# Exact kernel of the symmetric Hubbard dimer

Two electrons on two sites form a system small enough that the interacting and the Kohn–Sham response functions are both known in closed form. The exchange-correlation kernel then follows by subtraction. At each **Predict** mark, stop and write down the next step before reading on.

## 1. Premises and conventions

The model has two orthonormal orbitals, one per site, and two electrons:

$$\hat H=\hat T+\hat W,\qquad \hat T=-t\sum_\sigma\left(\hat c^\dagger_{1\sigma}\hat c_{2\sigma}+\hat c^\dagger_{2\sigma}\hat c_{1\sigma}\right),\qquad \hat W=U\sum_{i}\hat n_{i\uparrow}\hat n_{i\downarrow}.$$

The hopping $t>0$ and the repulsion $U\ge 0$ are energies in joules. Time is written $\tau$, and $\omega$ is an angular frequency in s$^{-1}$. The premises are these.

1. The two sites have equal energy, set to zero, and the system starts in its ground state.
2. Since $n_1+n_2=2$ is fixed, the density is one number, $\Delta n=\langle\hat N\rangle$ with $\hat N=\hat n_1-\hat n_2$.
3. The perturbation is $\delta v(\tau)\,\hat N$, switched on slowly from the far past. For sites at $x=\pm R/2$ (site 1 at $+R/2$) in a field $\mathcal E$ along $x$, $\delta v=e\mathcal E R/2$.
4. The response function is defined by $\delta\Delta n(\omega)=\chi(\omega)\,\delta v(\omega)$ for time dependence $e^{-i\omega\tau}$, so $\chi$ has the unit J$^{-1}$.
5. The Kohn–Sham (KS) system has the same $\hat T$, no interaction, and a potential $v_s\hat N$ that reproduces $\Delta n(\tau)$.

The coupling convention fixes numerical factors. If the perturbation is written $\tfrac12\Delta v\,\hat N$, with $\Delta v$ the difference of the site potentials, every $\chi$ below is halved and the kernel is doubled.

## 2. The interacting spectrum

$\hat H$ and $\hat N$ both conserve spin, so a singlet ground state mixes only with singlets. There are three:

$$|A\rangle=\hat c^\dagger_{1\uparrow}\hat c^\dagger_{1\downarrow}|0\rangle,\quad |B\rangle=\hat c^\dagger_{2\uparrow}\hat c^\dagger_{2\downarrow}|0\rangle,\quad |S\rangle=\tfrac{1}{\sqrt2}\left(\hat c^\dagger_{1\uparrow}\hat c^\dagger_{2\downarrow}+\hat c^\dagger_{2\uparrow}\hat c^\dagger_{1\downarrow}\right)|0\rangle .$$

Acting on $|A\rangle$, $\hat T$ moves either electron to site 2. The up operator is always written first, and a pair of down operators commutes with it, so no sign arises: $\hat T|A\rangle=-\sqrt2\,t|S\rangle$, and likewise $\hat T|B\rangle=-\sqrt2\,t|S\rangle$. The interaction gives $U$ on $|A\rangle$ and $|B\rangle$ and zero on $|S\rangle$.

**Predict.** Form $|\pm\rangle=(|A\rangle\pm|B\rangle)/\sqrt2$. Which of the two is already an eigenstate, and what matrix is left?

In $\hat T|-\rangle$ the two contributions cancel, so $|-\rangle$ is an eigenstate with $E_u=U$. It is odd (ungerade) under exchange of the sites. In $\hat T|+\rangle$ they add to $-2t|S\rangle$. The even (gerade) block in the basis $(|S\rangle,|+\rangle)$ is

$$H_g=\begin{pmatrix}0&-2t\\-2t&U\end{pmatrix},\qquad E^2-UE-4t^2=0,\qquad E=\frac{U\mp D}{2},\qquad D=\sqrt{U^2+16t^2}.$$

The triplets have one electron per site and are annihilated by $\hat T$, so their energy is zero. Since $E_0=(U-D)/2<0$ for $t>0$, the ground state is the lower gerade singlet and is nondegenerate. Write it as $|\Psi_0\rangle=\cos\theta|S\rangle+\sin\theta|+\rangle$. The first row of the eigenvalue equation reads $-2t\sin\theta=E_0\cos\theta$, so $\tan\theta=(D-U)/4t$. With $16t^2=(D-U)(D+U)$ this gives $\tan^2\theta=(D-U)/(D+U)$, and hence

$$\sin^2\theta=\frac{D-U}{2D},\qquad \cos^2\theta=\frac{D+U}{2D},\qquad \sin\theta\cos\theta=\frac{2t}{D}.$$

The singlet excitation energies are

$$\hbar\omega_1=E_u-E_0=\frac{U+D}{2},\qquad \hbar\omega_2=D .$$

At $U=0$ they are $2t$ and $4t$: one or two electrons promoted from the bonding to the antibonding orbital. The second state is the double excitation. Because $(U+D)/2$ is also the upper root of the quadratic, there is an identity used later:

$$(\hbar\omega_1)^2=U\hbar\omega_1+4t^2 .$$

## 3. The interacting response

**Predict.** Apply $\hat N$ to $|\Psi_0\rangle$. How many poles will $\chi$ have at positive frequency?

$\hat N|A\rangle=2|A\rangle$, $\hat N|B\rangle=-2|B\rangle$ and $\hat N|S\rangle=0$, so $\hat N|+\rangle=2|-\rangle$ and

$$\hat N|\Psi_0\rangle=M|-\rangle,\qquad M=2\sin\theta,\qquad M^2=\frac{2(D-U)}{D}.$$

Only the ungerade state is reached. The double excitation is dark by symmetry, the ground state has $\Delta n=0$, and $\chi$ has one positive pole.

To first order in $\delta v$ the state is $e^{-iE_0\tau/\hbar}\left(|\Psi_0\rangle+a(\tau)|-\rangle\right)$. Projecting the Schrödinger equation on $|-\rangle$ and dropping products of small quantities gives

$$i\hbar\,\dot a=\hbar\omega_1 a+M\,\delta v .$$

The density change is $\delta\Delta n=M(a+a^*)=2M x$ with $a=x+iy$. The imaginary and real parts of the equation are $\hbar\dot x=\hbar\omega_1 y$ and $\hbar\dot y=-\hbar\omega_1x-M\delta v$. Differentiate the first, insert the second and multiply by $2M$:

$$\hbar^2\,\frac{d^2\delta\Delta n}{d\tau^2}+(\hbar\omega_1)^2\,\delta\Delta n=-2\hbar\omega_1M^2\,\delta v .$$

This is a driven undamped oscillator. Slow switching leaves the free oscillation unexcited, which amounts to $\omega\to\omega+i0^+$. The forced solution has $d^2/d\tau^2\to-\omega^2$. The strength is

$$\mathcal A=2\hbar\omega_1M^2=(U+D)\,\frac{2(D-U)}{D}=\frac{32t^2}{D},$$

and therefore

$$\chi(\omega)=\frac{32t^2/D}{(\hbar\omega)^2-(\hbar\omega_1)^2}.$$

The static value is negative, as it must be: raising the energy of site 1 drives electrons away from it.

## 4. The Kohn–Sham response

**Predict.** What is the ground-state KS potential, and can $\chi_s$ be read off without new work?

One electron in the potential $v_s\hat N$ has the matrix with diagonal $(v_s,-v_s)$ and off-diagonal $-t$, whose lower level is $-\sqrt{t^2+v_s^2}$. Two electrons occupy it, and the Hellmann–Feynman theorem gives

$$\Delta n=\frac{d}{dv_s}\left(-2\sqrt{t^2+v_s^2}\right)=-\frac{2v_s}{\sqrt{t^2+v_s^2}} .$$

This is strictly monotonic, so the density fixes $v_s$ uniquely, and $\Delta n=0$ requires $v_s=0$ for every $U$. The KS system is thus the same dimer at $U=0$, where $D=4t$, $\hbar\omega_s=2t$ and $\mathcal A_s=32t^2/4t=8t$:

$$\chi_s(\omega)=\frac{8t}{(\hbar\omega)^2-4t^2}.$$

As a test, $\chi_s(0)=-2/t$ equals the slope of $\Delta n(v_s)$ at $v_s=0$.

## 5. The kernel

The KS system must produce the same $\delta\Delta n$ as the interacting one: $\delta\Delta n=\chi\,\delta v=\chi_s\,\delta v_s$. Define the Hartree-exchange-correlation potential by $v_s=v+v_{\rm Hxc}$, and the kernel by $\delta v_{\rm Hxc}=f_{\rm Hxc}\,\delta\Delta n$. Neither response function vanishes at finite $\omega$, so both can be inverted. This is the linear-response form of the one-to-one map between potential and density. Dividing $\delta v_s=\delta v+\delta v_{\rm Hxc}$ by $\delta\Delta n$ gives $\chi_s^{-1}=\chi^{-1}+f_{\rm Hxc}$, and so

$$\boxed{f_{\rm Hxc}(\omega)=\frac{(\hbar\omega)^2-4t^2}{8t}-\frac{D\left[(\hbar\omega)^2-(\hbar\omega_1)^2\right]}{32t^2}}$$

The kernel is an energy. In terms of a site matrix defined by $\delta v_i=\sum_j f_{ij}\,\delta n_j$, one has $\delta n_{1}=-\delta n_2=\delta\Delta n/2$ and $\delta v_1-\delta v_2=2\delta v$, so $f_{\rm Hxc}=(f_{11}-f_{12}-f_{21}+f_{22})/4$. Only this combination is fixed at constant particle number.

**Predict.** Both response functions have a single pole. Is a frequency-independent kernel enough to turn one into the other?

Collect powers of $\omega$:

$$f_{\rm Hxc}(\omega)=f_0-f_2(\hbar\omega)^2,\qquad f_0=\frac{D(\hbar\omega_1)^2}{32t^2}-\frac t2,\qquad f_2=\frac{D-4t}{32t^2}.$$

For $U>0$, $D>4t$ and $f_2>0$, so a constant is not enough. Insert the kernel into $\chi=(\chi_s^{-1}-f_{\rm Hxc})^{-1}$:

$$\chi=\frac{8t}{(1+8tf_2)(\hbar\omega)^2-4t^2-8tf_0},\qquad 1+8tf_2=\frac{D}{4t}.$$

A constant kernel ($f_2=0$) moves the pole but leaves the strength at $8t$. The exact strength is smaller by the factor $4t/D$, and $f_2$ supplies that factor.

The kernel is a real polynomial in $\omega$, with no pole and no imaginary part as $0^+\to0$. In the time domain $-\omega^2$ is a second derivative:

$$\delta v_{\rm Hxc}(\tau)=f_0\,\delta\Delta n(\tau)+\hbar^2f_2\,\frac{d^2\delta\Delta n}{d\tau^2}.$$

The potential is not adiabatic, since it depends on more than the instantaneous density, yet it needs no integral over the past.

## 6. Why the strengths differ

**Predict.** Evaluate $[\hat N,[\hat H,\hat N]]$. Which ground-state expectation value controls $\mathcal A$?

Inserting eigenstates gives $\langle[\hat N,[\hat H,\hat N]]\rangle=2\sum_k(E_k-E_0)|\langle k|\hat N|\Psi_0\rangle|^2$, which is $\mathcal A$. $\hat W$ commutes with $\hat N$. Split $\hat T=\hat T_++\hat T_-$, where $\hat T_\pm$ changes $N$ by $\pm2$, so $[\hat N,\hat T_\pm]=\pm2\hat T_\pm$. Then $[\hat T,\hat N]=-2\hat T_++2\hat T_-$ and $[\hat N,[\hat T,\hat N]]=-4\hat T$. The sum rule is $\mathcal A=-4\langle\hat T\rangle$.

Directly, $\langle\hat T\rangle=2(-2t)\sin\theta\cos\theta=-8t^2/D$, which returns $32t^2/D$, and the KS value $T_s=-2t$ returns $8t$. Hence

$$f_2=\frac1{\mathcal A}-\frac1{\mathcal A_s}=\frac14\left(\frac1{|\langle\hat T\rangle|}-\frac1{|T_s|}\right).$$

The frequency dependence measures how far correlation suppresses hopping. In continuous space the same double commutator for the total position operator is $\hbar^2/m_e$ per electron, whatever the interaction, so interacting and KS dipole strengths have the same sum. The unbounded $\omega^2$ growth is a property of the two-orbital lattice. In a real molecule the strength missing from the lowest transition reappears in higher states that the model lacks.

## 7. Limits

**Weak interaction.** For $U\ll t$, $D=4t+U^2/8t+\dots$ and $\hbar\omega_1=2t+U/2+\dots$. The identity of Section 2 gives $(\hbar\omega_1)^2=4t^2+2tU+U^2/2+\dots$, so $D(\hbar\omega_1)^2=16t^3+8t^2U+\tfrac52tU^2+\dots$ and

$$f_{\rm Hxc}=\frac U4+U^2\left[\frac{5}{64t}-\frac{(\hbar\omega)^2}{256t^3}\right]+O(U^3).$$

The first term can be tested independently. In the KS determinant $n_{i\uparrow}=n_{i\downarrow}=n_i/2$, so $E_{\rm Hx}=U(n_1^2+n_2^2)/4=U(4+\Delta n^2)/8$, whose second derivative is $f_{\rm Hx}=U/4$. Frequency dependence starts at second order, with correlation.

**Predict.** Let $t\to0$ at fixed $U>0$. Where do the two poles go, and what must the kernel do?

The KS pole $2t$ falls to zero, while $\hbar\omega_1=U+4t^2/U+\dots$ stays finite: moving an electron to the other site costs $U$. With $D=U+8t^2/U+\dots$ and $(\hbar\omega_1)^2=U^2+8t^2+\dots$,

$$f_0=\frac{U^3}{32t^2}+\frac U2-\frac t2+O(t^2/U),\qquad f_{\rm Hxc}(\omega)\simeq\frac{U\left[U^2-(\hbar\omega)^2\right]}{32t^2}\quad(\hbar\omega\ne U).$$

At fixed frequency the kernel diverges as $t^{-2}$, to $+\infty$ below $\hbar\omega=U$ and to $-\infty$ above. At the excitation itself $\chi^{-1}=0$, and the identity gives the exact value

$$f_{\rm Hxc}(\omega_1)=\frac{(\hbar\omega_1)^2-4t^2}{8t}=\frac{U\hbar\omega_1}{8t}\;\to\;\frac{U^2}{8t},$$

a weaker divergence, as $t^{-1}$. The kernel crosses zero once, at $(\hbar\omega_0)^2=f_0/f_2=[D(\hbar\omega_1)^2-16t^3]/(D-4t)$. For small $t$ the ratio is $U^2(1+4t/U+\dots)$, so $\hbar\omega_0\simeq U+2t$. Since $f_{\rm Hxc}$ falls with frequency and is positive at $\omega_1$, the zero always lies above $\omega_1$.

The reason for the divergence is visible in the pole condition $(\hbar\omega)^2=4t^2+8tf_{\rm Hxc}(\omega)$. The kernel enters multiplied by the KS strength $8t$, which vanishes with the hopping, so a finite excitation energy demands an unbounded kernel.

**Predict.** Solve the pole condition with the constant kernels $f_{\rm Hx}$ and $f_0$. On which side of $\hbar\omega_1$ does each land at small $t$?

With $f_{\rm Hx}=U/4$,

$$\hbar\omega_{\rm Hx}=\sqrt{4t^2+2tU}\;\to\;\sqrt{2tU},$$

which collapses to zero, as it does for any kernel that stays bounded. The exact static kernel $f_0$ defines the adiabatically exact approximation. Here $4t^2+8tf_0=D(\hbar\omega_1)^2/4t$, so

$$\hbar\omega_{\rm ad}=\hbar\omega_1\sqrt{D/4t}.$$

This lies above $\hbar\omega_1$ for every $U>0$ and diverges as $t^{-1/2}$. It keeps $\chi(0)=-\mathcal A/(\hbar\omega_1)^2$ exact with a strength that is too large by $D/4t$, so the squared frequency is too large by the same factor. The correct static divergence alone does not give the excitation.

## 8. Range of validity

- The result is exact for the model at any $t>0$, $U\ge0$ and real $\omega$. At $t=0$ the density no longer responds, and the kernel does not exist.
- It is a linear result. It needs $|a|\ll1$, that is $M|\delta v|\ll\hbar|\omega_1-\omega|$. At small $t$, where $M\simeq4t/U$ is small, it also needs $2|\delta v|\ll U$, since $|A\rangle$ or $|B\rangle$, at energy $U\pm2\delta v$, would otherwise approach $|S\rangle$.
- It holds for the singlet ground state and for density perturbations. A thermal ensemble requires $k_BT\ll -E_0=4t^2/\hbar\omega_1$, the gap to the triplets, which do not respond to $\hat N$.
- Symmetry is essential. With unequal site energies the double excitation acquires strength, and $\chi$ has two poles with positive strengths. Between them it runs from $+\infty$ to $-\infty$ and passes through zero, so $\chi^{-1}$, and with it the kernel, has a pole that the symmetric result lacks.
- An intersite repulsion $V\hat n_1\hat n_2$ adds $V$ to $|S\rangle$ and to the triplets and nothing to $|A\rangle$, $|B\rangle$. Up to a constant it replaces $U$ by $U-V$, so all formulas hold with that effective value.

## 9. Illustration: a valence model of Li$_2$

Freeze the 1s cores and the nuclei, and keep one valence orbital per atom. Then $|\Psi_0\rangle$ stands for the ${}^1\Sigma_g^+$ ground state and $|-\rangle$ for the lowest ${}^1\Sigma_u^+$ state. Take as exact definitions of the model

$$t=1.20\times10^{-19}\ \text{J}\ (0.749\ \text{eV}),\qquad U=0.88\times10^{-19}\ \text{J}\ (0.549\ \text{eV}).$$

These inputs were chosen to reproduce behaviour typical of Li$_2$ near equilibrium: a KS gap of approximately 1.5 eV and a lowest bright excitation of approximately 1.8 eV. Those two energies are therefore inputs and test nothing. $U$ is the effective $U-V$.

**Predict.** With $U$ well below $4t$, how much will the kernel change between $\omega=0$ and $\omega_1$?

Energies are in units of $10^{-19}$ J. First $D=\sqrt{0.7744+23.04}=4.88$, so $E_0=-2.00$, $\hbar\omega_1=2.88$ (1.80 eV, $\omega_1=2.73\times10^{15}$ s$^{-1}$) and $\hbar\omega_s=2.40$ (1.50 eV). The ionic weight is $\sin^2\theta=0.410$, and $M^2=1.639$. The strengths are $\mathcal A=46.08/4.88=9.443$ and $\mathcal A_s=9.60$, that is $\langle\hat T\rangle=-2.361$ against $T_s=-2.40$. Then

$$f_0=\frac{8.2944}{9.443}-0.60=0.8784-0.60=0.2784,\qquad f_2=1.736\times10^{16}\ \text{J}^{-1}.$$

At the excitation $f_2(\hbar\omega_1)^2=0.0144$ and $f_{\rm Hxc}(\omega_1)=0.2640$, which is 5.2 per cent below the static value. The Hartree-exchange part is $f_{\rm Hx}=0.22$. The table repeats the calculation for smaller hopping at the same $U$.

| $t$ | $D$ | $\hbar\omega_s$ | $\hbar\omega_1$ | $f_0$ | $f_{\rm Hxc}(\omega_1)$ | $\hbar\omega_{\rm Hx}$ | $\hbar\omega_{\rm ad}$ |
|---|---|---|---|---|---|---|---|
| 1.20 | 4.880 | 2.400 | 2.880 | 0.2784 | 0.2640 | 2.806 | 2.904 |
| 0.165 | 1.100 | 0.330 | 0.990 | 1.155 | 0.660 | 0.632 | 1.278 |
| 0.050 | 0.902 | 0.100 | 0.891 | 8.935 | 1.961 | 0.313 | 1.893 |

In the first row the errors against the exact solution of the model are small: $-2.6$ per cent for the Hartree-exchange kernel and $+0.8$ per cent for the adiabatically exact one. In the last row the former gives 0.351 and the latter 2.12 times the exact energy. There the leading term $U^3/32t^2=8.518$ and the three-term expansion 8.933 approach $f_0=8.935$, and the triplet gap has shrunk to 0.0112, which corresponds to 81 K.

All these numbers are the model's. The lower rows are a scan in $t$ and do not trace the stretched molecule, for two reasons. The effective $U-V$ grows as the atoms separate and $V$ falls. The model also omits the Li 2p orbitals, whose distance above 2s, approximately $3\times10^{-19}$ J, is as large as $\hbar\omega_1$ in the first row. The lowest ${}^1\Sigma_u^+$ state of Li$_2$ dissociates to one 2s and one 2p atom, so its excitation energy at long distance is typically near that value, and the model's last row lies below it by a factor of about 3. The content of the scan is the mechanism: as the hopping falls from 1.20 to 0.050, the model's kernel at the excitation must grow from 0.2640 to 1.961 in units of $10^{-19}$ J to hold the excitation near $U$ while the KS gap closes.